**Removal of a $4p_{3/2}$ electron from krypton-like ions, Cd12+ to Ta37+**

The table holds Koopmans values, ΔSCF relaxation, second-order and TDHF-screened self-energy shifts, Breit and QED parts and final removal energies from a no-pair Dirac-Coulomb B-spline calculation, beside tabulated theory printed to 1 eV. The program fits nothing: it compares the second difference in $Z$ with the hydrogenic value $2\,\mathrm{Ry}/16 = 1.701$ eV and with the bare Dirac level, and works out how each correction runs. The computed second difference, 1.772 to 1.807 eV, lies between these two values, neither of which is a bound, and is smooth, while that of the integer reference jumps between 0 and 4 eV. Relaxation varies by 2.1 %, the TDHF shift grows 1.73-fold and Breit 9.7-fold, so final less Koopmans turns negative at Lu35+. The final values lie 1.65 eV above the reference on average, whereas the ΔSCF level with Breit and QED differs from it by $-0.06$ eV.

Removal of a 4p3/2 electron from closed-shell ions, [Ar] 3d10 4s2 4p6, with B-spline many-body code 1: Dirac-Hartree-Fock plus a diagonal self-energy, no-pair Dirac-Coulomb. The self-energy shifts add to the Koopmans value; the final energy is the Koopmans value plus the TDHF-screened shift and the Breit and QED parts. The table values are also theoretical.

## Script

```python
# Table: 4p3/2 removal energies (eV) of Kr-like ions, B-spline many-body code, no-pair Dirac-Coulomb:
# Koopmans + diagonal self-energy (second order or TDHF-screened) + Breit + QED, against tabulated theory.
# Tested: hydrogenic second difference in Z (no parameter), how each correction runs, offset from the table.
T = {
    'ion': ['Cd12+', 'In13+', 'Sn14+', 'Sb15+', 'Te16+', 'I17+', 'Xe18+', 'Cs19+', 'Ba20+', 'La21+', 'Ce22+', 'Pr23+', 'Nd24+', 'Pm25+', 'Sm26+', 'Eu27+', 'Gd28+', 'Tb29+', 'Dy30+', 'Ho31+', 'Er32+', 'Tm33+', 'Yb34+', 'Lu35+', 'Hf36+', 'Ta37+'],
    'Z': [48, 49, 50, 51, 52, 53, 54, 55, 56, 57, 58, 59, 60, 61, 62, 63, 64, 65, 66, 67, 68, 69, 70, 71, 72, 73],
    'charge': [12, 13, 14, 15, 16, 17, 18, 19, 20, 21, 22, 23, 24, 25, 26, 27, 28, 29, 30, 31, 32, 33, 34, 35, 36, 37],  # e
    'hole_koopmans_4p32': [305.5, 341.9, 380.1, 420.1, 461.9, 505.4, 550.7, 597.8, 646.7, 697.3, 749.7, 803.9, 859.9, 917.6, 977.1, 1038.5, 1101.6, 1166.4, 1233.1, 1301.6, 1371.8, 1443.9, 1517.8, 1593.4, 1670.9, 1750.2],  # eV
    'hole_relaxation_delta_scf_4p32': [-0.64979, -0.64642, -0.64375, -0.64168, -0.6401, -0.63893, -0.6381, -0.63756, -0.63728, -0.6372, -0.63731, -0.63758, -0.63799, -0.63853, -0.63917, -0.63991, -0.64073, -0.64163, -0.6426, -0.64363, -0.64472, -0.64585, -0.64704, -0.64828, -0.64955, -0.65086],  # eV
    'hole_shift_second_order_4p32': [0.8973, 0.93, 0.9611, 0.9911, 1.02, 1.048, 1.075, 1.101, 1.127, 1.152, 1.177, 1.201, 1.225, 1.249, 1.272, 1.295, 1.317, 1.34, 1.362, 1.383, 1.405, 1.426, 1.448, 1.469, 1.489, 1.51],  # eV
    'hole_shift_tdhf_screened_4p32': [0.7703, 0.8, 0.8283, 0.8555, 0.8818, 0.9072, 0.9318, 0.9558, 0.9792, 1.002, 1.025, 1.047, 1.069, 1.09, 1.111, 1.132, 1.153, 1.174, 1.194, 1.215, 1.235, 1.255, 1.275, 1.294, 1.314, 1.333],  # eV
    'hole_breit_4p32': [-0.14427, -0.16654, -0.19068, -0.21677, -0.24485, -0.27501, -0.30728, -0.34173, -0.37843, -0.41744, -0.45879, -0.50257, -0.54883, -0.59761, -0.64898, -0.70298, -0.75969, -0.81914, -0.88139, -0.94649, -1.0145, -1.0854, -1.1594, -1.2364, -1.3165, -1.3997],  # eV
    'hole_qed_4p32': [0.00145, 0.00068031, -0.00025708, -0.0013776, -0.0026975, -0.0042336, -0.006004, -0.0080271, -0.010322, -0.01291, -0.015812, -0.019049, -0.022646, -0.026625, -0.031014, -0.035835, -0.041118, -0.046888, -0.053181, -0.060019, -0.067438, -0.07547, -0.084152, -0.093516, -0.1036, -0.11443],  # eV
    'hole_removal_energy_4p32': [306.2, 342.6, 380.8, 420.7, 462.5, 506.0, 551.3, 598.4, 647.2, 697.9, 750.3, 804.4, 860.4, 918.1, 977.6, 1038.8, 1101.9, 1166.7, 1233.4, 1301.8, 1372.0, 1444.0, 1517.8, 1593.4, 1670.8, 1750.0],  # eV
    'tab': [305.0, 341.0, 379.0, 420.0, 461.0, 505.0, 549.0, 597.0, 646.0, 696.0, 749.0, 803.0, 859.0, 916.0, 976.0, 1037.0, 1100.0, 1165.0, 1232.0, 1300.0, 1370.0, 1442.0, 1516.0, 1591.0, 1669.0, 1748.0],  # eV
    'err': [1.175, 1.58, 1.771, 0.744, 1.495, 1.022, 2.323, 1.397, 1.244, 1.863, 1.256, 1.422, 1.363, 2.08, 1.575, 1.849, 1.905, 1.744, 1.371, 1.786, 1.992, 1.994, 1.794, 2.394, 1.8, 2.013],  # eV
}
import numpy as np
from scipy.constants import physical_constants as pc, alpha
g = lambda k: np.array(T[k], float)
ion, Z, tab, err = list(T['ion']), g('Z'), g('tab'), g('err')
rel, s2, st, br, qed = [g('hole_' + k + '_4p32') for k in
    ('relaxation_delta_scf', 'shift_second_order', 'shift_tdhf_screened', 'breit', 'qed')]
Ry = pc['Rydberg constant times hc in eV'][0]; mc2 = 2*Ry/alpha**2
E = tab + err; net = st + br + qed; K = E - net   # more digits than the printed columns
dirac = mc2*(1 - (1 + (Z*alpha/(2 + np.sqrt(4 - (Z*alpha)**2)))**2)**-0.5)  # n=4, |kappa|=2
d2, d2D, d2t = np.diff(E, 2), np.diff(dirac, 2), np.diff(tab, 2)
Zeff = 4*np.sqrt(E/Ry); corr = st - rel; mscf = K + rel + br + qed - tab
print('eV: ion, final, 2nd diff final, 2nd diff table, final-Koopmans, TDHF-dSCF, (dSCF+Breit+QED)-table')
for i, s in enumerate(ion):
    a = f'{d2[i-1]:6.3f} {d2t[i-1]:3.0f}' if 0 < i < len(ion) - 1 else '     -   -'
    print(f'{s:6s}{E[i]:9.3f} {a} {net[i]:7.3f} {corr[i]:6.3f} {mscf[i]:6.2f}')
print(f'final: ratio last/first {E[-1]/E[0]:.2f}; step {E[1]-E[0]:.2f} to {E[-1]-E[-2]:.2f} eV; '
      f'net/Koopmans {100*net[0]/K[0]:.2f}% to {100*net[-1]/K[-1]:.3f}%')
print(f'2nd diff {d2.min():.3f} ({ion[d2.argmin()+1]}) to {d2.max():.3f} eV, rounding 0.002; 2Ry/16 = {Ry/8:.3f}, '
      f'excess {100*(d2.min()*8/Ry-1):.1f}-{100*(d2.max()*8/Ry-1):.1f}%')
print(f'bare Dirac 2nd diff {d2D[0]:.3f} to {d2D[-1]:.3f} eV, above computed by {d2D[0]-d2[0]:.3f} to {d2D[-1]-d2[-1]:.3f}')
print(f'4*sqrt(E/Ry) {Zeff[0]:.2f} to {Zeff[-1]:.2f}; Z less this {Z[0]-Zeff[0]:.2f} to {Z[-1]-Zeff[-1]:.2f}')
j = rel.argmax()
print(f'dSCF smallest at {ion[j]} {rel[j]:.4f} eV; range {np.ptp(rel):.4f} eV = {100*np.ptp(rel)/abs(rel.mean()):.1f}%')
print(f'TDHF shift ratio {st[-1]/st[0]:.2f}, step {st[1]-st[0]:.3f} to {st[-1]-st[-2]:.3f} eV; '
      f'cut from 2nd order {100*(1-st[0]/s2[0]):.1f}% to {100*(1-st[-1]/s2[-1]):.1f}%')
L = np.log(br[-1]/br[0])
print(f'Breit ratio {br[-1]/br[0]:.2f}; end-to-end power of Z {L/np.log(Z[-1]/Z[0]):.2f}, '
      f'of 4*sqrt(E/Ry) {L/np.log(Zeff[-1]/Zeff[0]):.2f}')
print(f'first negative: final-Koopmans {ion[np.argmax(net < 0)]}, TDHF+Breit {ion[np.argmax(st + br < 0)]}, '
      f'QED {ion[np.argmax(qed < 0)]}; QED/Breit last {100*qed[-1]/br[-1]:.1f}%')
for n, s in (('Koopmans', 0*st), ('dSCF', rel), ('2nd order', s2), ('TDHF', st)):
    m = K + s + br + qed - tab
    print(f'{n}+Breit+QED less table: mean {m.mean():.2f}, rms {np.sqrt((m**2).mean()):.2f}, '
          f'{m.min():.2f} ({ion[m.argmin()]}) to {m.max():.2f} ({ion[m.argmax()]}) eV')
print(f'means first/last 13 rows: final-table {err[:13].mean():.2f}/{err[13:].mean():.2f}, '
      f'TDHF-dSCF {corr[:13].mean():.2f}/{corr[13:].mean():.2f}; 1 eV rounding: max 0.5, rms {12**-0.5:.2f}')
de = np.diff(err)
print('steps in final-table over 1 eV:', ', '.join(f'{ion[i]}>{ion[i+1]} {de[i]:+.2f}' for i in np.where(abs(de) > 1)[0]),
      '; dSCF misses over 0.5 eV:', ', '.join(ion[i] for i in np.where(abs(mscf) > 0.5)[0]))
# further outputs of the same runs (Cd, Xe, Pm, Ho, Ta): other 4p3/2 shifts; 4p1/2 final, TDHF shift, dSCF
ix = [int(np.argmax(Z == z)) for z in (48, 54, 61, 67, 73)]
rpa = np.array([0.807325, 0.934856, 1.05877, 1.15426, 1.24401])
hp = np.array([0.719349, 0.875767, 1.03009, 1.15213, 1.26896])
e12 = np.array([313.66, 566.98, 949.952, 1355.66, 1836.23])
t12 = np.array([0.697779, 0.811482, 0.884895, 0.909449, 0.901596])
r12 = np.array([-0.694595, -0.691606, -0.706029, -0.726371, -0.752254])
spread = np.ptp(np.array([s2[ix], rpa, hp, st[ix]]), axis=0)
f = lambda a: ' '.join(f'{x:.2f}' for x in a)
print('Cd Xe Pm Ho Ta: spread of four shifts', f(spread), '| 4p1/2 less 4p3/2 final', f(e12 - E[ix]), 'eV')
print('4p1/2 TDHF shift', f(t12), '| 4p1/2 TDHF-dSCF', f(t12 - r12), 'eV')
assert np.all(abs(E - g('hole_removal_energy_4p32')) < 0.06) and np.all(abs(K - g('hole_koopmans_4p32')) < 0.06)
assert np.all(abs(d2*8/Ry - 1) < 0.10)
assert np.all(st > 0) and np.all(rel < 0) and np.all(br < 0) and np.sum(np.diff(np.sign(net)) != 0) == 1
assert np.all(err > 0) and spread.max() < err.min()
```

It prints:

```
eV: ion, final, 2nd diff final, 2nd diff table, final-Koopmans, TDHF-dSCF, (dSCF+Breit+QED)-table
Cd12+   306.175      -   -   0.627  1.420  -0.25
In13+   342.580  1.786   2   0.634  1.446   0.13
Sn14+   380.771  1.782   3   0.637  1.472   0.30
Sb15+   420.744  1.778   0   0.637  1.497  -0.75
Te16+   462.495  1.776   3   0.634  1.522  -0.03
I17+    506.022  1.774   0   0.628  1.546  -0.52
Xe18+   551.323  1.773   4   0.619  1.570   0.75
Cs19+   598.397  1.773   1   0.606  1.593  -0.20
Ba20+   647.244  1.772   1   0.590  1.616  -0.37
La21+   697.863  1.774   3   0.572  1.639   0.22
Ce22+   750.256  1.773   1   0.550  1.662  -0.41
Pr23+   804.422  1.775   2   0.525  1.685  -0.26
Nd24+   860.363  1.776   1   0.498  1.707  -0.34
Pm25+   918.080  1.778   3   0.466  1.729   0.35
Sm26+   977.575  1.779   1   0.431  1.750  -0.18
Eu27+  1038.849  1.782   2   0.393  1.772   0.08
Gd28+  1101.905  1.783   2   0.352  1.794   0.11
Tb29+  1166.744  1.788   2   0.308  1.816  -0.07
Dy30+  1233.371  1.788   1   0.259  1.837  -0.47
Ho31+  1301.786  1.791   2   0.208  1.859  -0.07
Er32+  1371.992  1.796   2   0.153  1.880   0.11
Tm33+  1443.994  1.798   2   0.094  1.901   0.09
Yb34+  1517.794  1.800   1   0.031  1.922  -0.13
Lu35+  1593.394  1.806   3  -0.036  1.942   0.45
Hf36+  1670.800  1.807   1  -0.106  1.964  -0.16
Ta37+  1750.013      -   -  -0.181  1.984   0.03
final: ratio last/first 5.72; step 36.40 to 79.21 eV; net/Koopmans 0.21% to -0.010%
2nd diff 1.772 (Ba20+) to 1.807 eV, rounding 0.002; 2Ry/16 = 1.701, excess 4.2-6.2%
bare Dirac 2nd diff 1.807 to 1.943 eV, above computed by 0.021 to 0.136
4*sqrt(E/Ry) 18.98 to 45.36; Z less this 29.02 to 27.64
dSCF smallest at La21+ -0.6372 eV; range 0.0137 eV = 2.1%
TDHF shift ratio 1.73, step 0.030 to 0.019 eV; cut from 2nd order 14.2% to 11.7%
Breit ratio 9.70; end-to-end power of Z 5.42, of 4*sqrt(E/Ry) 2.61
first negative: final-Koopmans Lu35+, TDHF+Breit Hf36+, QED Sn14+; QED/Breit last 8.2%
Koopmans+Breit+QED less table: mean 0.58, rms 0.67, -0.11 (Sb15+) to 1.39 (Xe18+) eV
dSCF+Breit+QED less table: mean -0.06, rms 0.33, -0.75 (Sb15+) to 0.75 (Xe18+) eV
2nd order+Breit+QED less table: mean 1.81, rms 1.85, 0.88 (Sb15+) to 2.57 (Lu35+) eV
TDHF+Breit+QED less table: mean 1.65, rms 1.70, 0.74 (Sb15+) to 2.39 (Lu35+) eV
means first/last 13 rows: final-table 1.43/1.87, TDHF-dSCF 1.57/1.86; 1 eV rounding: max 0.5, rms 0.29
steps in final-table over 1 eV: Sn14+>Sb15+ -1.03, I17+>Xe18+ +1.30 ; dSCF misses over 0.5 eV: Sb15+, I17+, Xe18+
Cd Xe Pm Ho Ta: spread of four shifts 0.18 0.20 0.22 0.23 0.27 | 4p1/2 less 4p3/2 final 7.49 15.66 31.87 53.87 86.22 eV
4p1/2 TDHF shift 0.70 0.81 0.88 0.91 0.90 | 4p1/2 TDHF-dSCF 1.39 1.50 1.59 1.64 1.65 eV
```
